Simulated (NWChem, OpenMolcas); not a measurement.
**How basis sets differ on C2H3F3 (1,1,1-trifluoroethane)**

C2H3F3: 8 atoms, total charge 0, spin state singlet. SMILES: `CC(F)(F)F`. The coordinates come from a PBE0-D4/def2-TZVP relaxation.

```xyz
8

C    -0.6154   -0.1415    0.4715
C     0.5576    0.1099   -0.4237
F     1.6928   -0.3820    0.0939
F     0.3952   -0.4582   -1.6277
F     0.7542    1.4203   -0.6299
H    -0.4416    0.3358    1.4349
H    -0.7380   -1.2146    0.6112
H    -1.5126    0.2731    0.0140
```

Quantity: the HOMO–LUMO gap, in eV. The values are calculated.

```json
{"level": "HF/STO-3G", "kind": "Hartree–Fock", "program": "NWChem", "value (eV)": "26.42", "CPU time": "2.4 s"}
{"level": "HF/3-21G", "kind": "Hartree–Fock", "program": "OpenMolcas", "value (eV)": "22.57", "CPU time": "2.5 s"}
{"level": "HF/cc-pVDZ", "kind": "Hartree–Fock", "program": "OpenMolcas", "value (eV)": "20.36", "CPU time": "7.2 s"}
{"level": "HF/def2-SVP", "kind": "Hartree–Fock", "program": "NWChem", "value (eV)": "20.40", "CPU time": "8.9 s"}
```

The values span 20.36 to 26.42 eV. A Hartree–Fock LUMO above zero doesn't converge with the basis: it sinks as sets grow more diffuse. Orbital gaps aren't excitation energies. CPU times are rough (shared hosts, several kinds of processor): they show what a rung costs within a factor of a few.

The gap narrows sharply from the minimal STO-3G basis to split-valence 3-21G, and again on going to the polarised sets, where cc-pVDZ and def2-SVP nearly coincide at 20.36 and 20.40 eV. The main cause is probably the LUMO. This saturated molecule has no low-lying π* orbital, and a minimal basis can build its empty levels only from compact, strongly antibonding σ* combinations with high kinetic energy. Splitting the valence shell lets the empty orbital expand and relax, while the occupied C–H, C–C and fluorine lone-pair levels are held in place more firmly by the variational energy.

The wide gap also reflects the Hartree–Fock virtual orbitals, which feel the field of all the electrons and so describe an added electron rather than an excited one. The close agreement of the polarised sets suggests similar valence flexibility, not proximity to a basis-set limit. Because the step from 3-21G changes both the valence functions and the polarisation, the data can't isolate the effect of polarisation alone.
